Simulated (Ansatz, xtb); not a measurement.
Relative energy of two isomers of C2H7Sn−

Structure a is `[CH2-][SnH2][CH3]`, a singlet and structure b is `C[CH2][SnH2-]`, a singlet. Both are isolated ions in the gas phase, relaxed with PBE0-D3(BJ)/def2-SVPD; the shapes shown needn't be the lowest conformers.

a (Å):

```json
{"atom": "C", "x (Å)": "1.1201", "y (Å)": "1.1038", "z (Å)": "-1.6366"}
{"atom": "C", "x (Å)": "-0.9686", "y (Å)": "-1.2530", "z (Å)": "-0.0233"}
{"atom": "Sn", "x (Å)": "1.0718", "y (Å)": "-0.4908", "z (Å)": "-0.3013"}
{"atom": "H", "x (Å)": "0.9717", "y (Å)": "0.7322", "z (Å)": "-2.6703"}
{"atom": "H", "x (Å)": "2.1123", "y (Å)": "1.5942", "z (Å)": "-1.5885"}
{"atom": "H", "x (Å)": "1.9174", "y (Å)": "-2.0721", "z (Å)": "-0.4287"}
{"atom": "H", "x (Å)": "1.5580", "y (Å)": "-0.0245", "z (Å)": "1.3207"}
{"atom": "H", "x (Å)": "-1.6344", "y (Å)": "-0.4317", "z (Å)": "0.2817"}
{"atom": "H", "x (Å)": "-1.3478", "y (Å)": "-1.6631", "z (Å)": "-0.9725"}
{"atom": "H", "x (Å)": "-1.0044", "y (Å)": "-2.0480", "z (Å)": "0.7375"}
```

b (Å):

```xyz
10

C     1.6837   -0.3316   -0.9024
C     0.5324   -0.5142    0.0742
Sn   -1.3159   -1.3943   -0.9141
H     1.9510   -1.2846   -1.3906
H     2.6088    0.0643   -0.4371
H     1.4078    0.3647   -1.7119
H     0.8257   -1.1949    0.8923
H     0.2597    0.4475    0.5373
H    -2.3937   -0.9652    0.4720
H    -1.6967    0.1566   -1.7649
```

Quicker runs give these differences E(b) − E(a): GFN2-xTB −65.2 kcal/mol; HF/STO-3G −52.4 kcal/mol (at GFN2-xTB geometries); r2SCAN-D4/def2-SVPD −43.2 kcal/mol (at GFN2-xTB geometries).

Estimate E(b) − E(a) at the level CCSD(T)/def2-SVPD + ΔMP2/def2-TZVPPD.

Calculated at CCSD(T)/def2-SVPD + ΔMP2/def2-TZVPPD: E(b) − E(a) = −36.8 kcal/mol, so structure b lies lower.

Level by level:

| level | geometry | E(b) − E(a) (kcal/mol) | departure from the last row (kcal/mol) | job, with rough time for the two |
| --- | --- | --- | --- | --- |
| GFN2-xTB | GFN2-xTB | −65.2 | −28.4 | optimisation, 0.12 s |
| HF/STO-3G | GFN2-xTB | −52.4 | −15.5 | single point, 0.66 s |
| r2SCAN-D4/def2-SVPD | GFN2-xTB | −43.2 | −6.4 | single point, 5.1 s |
| PBE0-D3(BJ)/def2-SVPD | PBE0-D3(BJ)/def2-SVPD | −42.7 | −5.9 | optimisation, 58 s |
| HF/def2-SVPD | PBE0-D3(BJ)/def2-SVPD | −44.7 | −7.9 | part of the CCSD(T) run |
| MP2/def2-SVPD | PBE0-D3(BJ)/def2-SVPD | −37.4 | −0.6 | part of the CCSD(T) run |
| CCSD(T)/def2-SVPD | PBE0-D3(BJ)/def2-SVPD | −39.3 | −2.4 | single point |
| CCSD(T)/def2-SVPD + ΔMP2/def2-TZVPPD | PBE0-D3(BJ)/def2-SVPD | −36.8 |  | single point, 55 s |

As drawn, b has 1 C–C in place of 1 C–Sn.

None of the levels shown reverses the order. The largest departure from CCSD(T)/def2-SVPD + ΔMP2/def2-TZVPPD is that of GFN2-xTB, 28.4 kcal/mol. The last row adds to CCSD(T) the change of the MP2 difference between the two basis sets, here +2.4 kcal/mol.

With harmonic frequencies from PBE0-D3(BJ)/def2-SVPD (ideal gas, rigid rotor, one conformer each, 298.15 K, 1 atm): on the last row, ΔE + ΔZPE = −33.7, ΔH = −34.2, ΔG = −33.5 kcal/mol.

The correlated steps freeze 6 core orbitals; the filled d shell of Sn is correlated, in a basis made for valence electrons. Atoms past krypton carry core potentials in the def2 sets, other sets are all-electron and non-relativistic, and no spin–orbit term is included. Codes used: Ansatz 0.2.0, xtb 6.7.1; the last row on 2 threads of Arm Neoverse V1 on a shared host.

The ethylstannyl anion b is strongly favoured over the stannyl-substituted carbanion a, and zero-point and thermal terms leave that preference largely intact. Two changes probably act together: the charge moves from carbon to tin, and a C–C bond replaces a weaker C–Sn bond. In b the nearly right-angled bonds at tin point to a lone pair rich in 5s character, with the bonds made mainly from 5p orbitals. Such a lone pair is low in energy and spread over a large atom, which outweighs carbon's higher electronegativity, in line with stannanes being much stronger acids than alkanes.

In a, the Sn–CH2 bond is clearly shorter than the Sn–CH3 bond, as expected when a carbanion is stabilised by tin's polarisability and by donation into σ* orbitals at tin. That stabilisation is evidently not enough to reverse the order. The zero-point correction disfavours b, probably because its C–C linkage is stiffer than the C–Sn bond it replaces. The energy difference gives the driving force for converting a into b, but not the barrier.
